**Student:** Kato's formula is for an $m$-fold level. Strain splits the fourfold $\Gamma_8$ level of Si, so why use it?

**Lecturer:** Find where degeneracy enters. Take $H=H_0+gV$, $G_0=(z-H_0)^{-1}$ and a contour around the group with $\|gVG_0\|<1$ on it. Integrating $z\,\partial_z\ln[\det(z-H)/\det(z-H_0)]$ by parts gives
$$\sum_i\Delta E_i=-\frac{1}{2\pi i}\oint\mathrm{Tr}\ln(1-gVG_0)\,dz=\sum_n\frac{g^n}{n}\frac{1}{2\pi i}\oint\mathrm{Tr}(VG_0)^n\,dz .$$
That needs only a gap. Degeneracy comes next. With $\zeta=z-E_0$, projectors $P$ and $Q=1-P$, $S=Q/(H_0-E_0)$ and $S^0\equiv-P$, one writes $G_0=-\sum_{k\ge0}\zeta^{k-1}S^k$, whose $P$ part is the single pole $P/\zeta$. The residue gives the $g^n$ coefficient $\frac{(-1)^n}{n}\sum_{k_1+\dots+k_n=n-1}\mathrm{Tr}(VS^{k_1}\cdots VS^{k_n})$.

**Student:** Drop it, then.

**Lecturer:** Let $H_0P=E_0P+D$, $D=PDP$, $\mathrm{Tr}D=0$. For $|\zeta|>\|D\|$, $PG_0=\sum_{j\ge0}D^j/\zeta^{j+1}$ with $D^0=P$. First order remains $\mathrm{Tr}\,PV$. At second order the $PP$ terms carry $\zeta^{-2}$ or higher poles and the $QQ$ terms are analytic, so neither has a residue. The two cross terms cancel the $1/2$ and need $k=j+1$:
$$-\sum_{j\ge0}\mathrm{Tr}(D^jVS^{j+1}V)=-\mathrm{Tr}(PVSV)-\mathrm{Tr}(DVS^2V)-\dots$$
The second term is the first correction.

**Student:** But $D$ is traceless. It should cancel in a mean.

**Lecturer:** It would if $PVS^2VP\propto P$. Test that on six valence-edge states, $L=1$ times spin, in electron energies: $\Gamma_8$ at $0$, $\Gamma_7$ at $-\Delta$, so $S=-Q/\Delta$. For traceless tetragonal strain $e=\varepsilon_{zz}-\varepsilon_{xx}$ the Bir–Pikus term is $H_\varepsilon=-3\eta(L_z^2-\tfrac23)$, $\eta=be$. A hydrostatic part would shift all six states equally. Clebsch–Gordan coefficients give $-\eta$ for $m_J=\pm\tfrac32$, $+\eta$ for $m_J=\pm\tfrac12$, zero within $\Gamma_7$, and a coupling of magnitude $\sqrt2|\eta|$ between $\Gamma_7$ and $m_J=\pm\tfrac12$ only. Put $D=PH_\varepsilon P$ into $H_0$ and take the coupling as $V$, $g=1$. Only the $+\eta$ pair is sampled: $-\mathrm{Tr}(PVSV)=4\eta^2/\Delta$ and $-\mathrm{Tr}(DVS^2V)=-4\eta^3/\Delta^2$. Dividing by four,
$$\bar E\approx\frac{\eta^2}{\Delta}-\frac{\eta^3}{\Delta^2}.$$

**Student:** You could have left $D$ in the perturbation and kept the degeneracy.

**Lecturer:** Yes, and it agrees. The $n=3$ coefficient is $\mathrm{Tr}(PVSVSV)-\mathrm{Tr}(PVPVS^2V)$. With $V\to H_\varepsilon$ the first piece vanishes because $QH_\varepsilon Q=0$, and the second is our correction.

**Student:** How large?

**Lecturer:** Use typical inputs $b\approx-2.1$ eV, $\Delta\approx44$ meV, and choose $e=2\times10^{-3}$. Then $\eta=-4.2$ meV and $\|D\|/\Delta=0.095$. The leading term is $0.401$ meV and the correction $+0.038$ meV, together $0.439$ meV. The $m_J=\tfrac12$ block is $2\times2$, with upper root $\lambda=\tfrac12(\eta-\Delta)+\tfrac12\sqrt{\Delta^2+2\eta\Delta+9\eta^2}$, so the model's exact mean is $(\lambda-\eta)/2=0.434$ meV. Expanding it gives the next term, $-\eta^4/\Delta^3=-0.004$ meV. For reversed strain the two terms give $0.363$ meV against the exact $0.361$ meV. The series in $\eta$ converges up to the branch points at $|\eta|=\Delta/3$, or $|e|\approx7\times10^{-3}$.

**Student:** Three decimals from a linear-strain model?

**Lecturer:** Those only test the series within the model. Terms $Ce^2$ quadratic in strain are missing. For an assumed $C=10$ eV that is $0.04$ meV, as large as the correction, though a common shift of this kind is even in $e$ and our correction is odd. A similar term inside $\eta$ changes $\eta^2/\Delta$ by $2|\eta|Ce^2/\Delta\approx0.008$ meV, which is odd. So quote $0.04$ meV, about a tenth of the shift. For a bound acceptor the envelope rescales the matrix elements and excited acceptor levels join $Q$; $-\mathrm{Tr}(DVS^2V)$ keeps its form, but its inputs must be recomputed.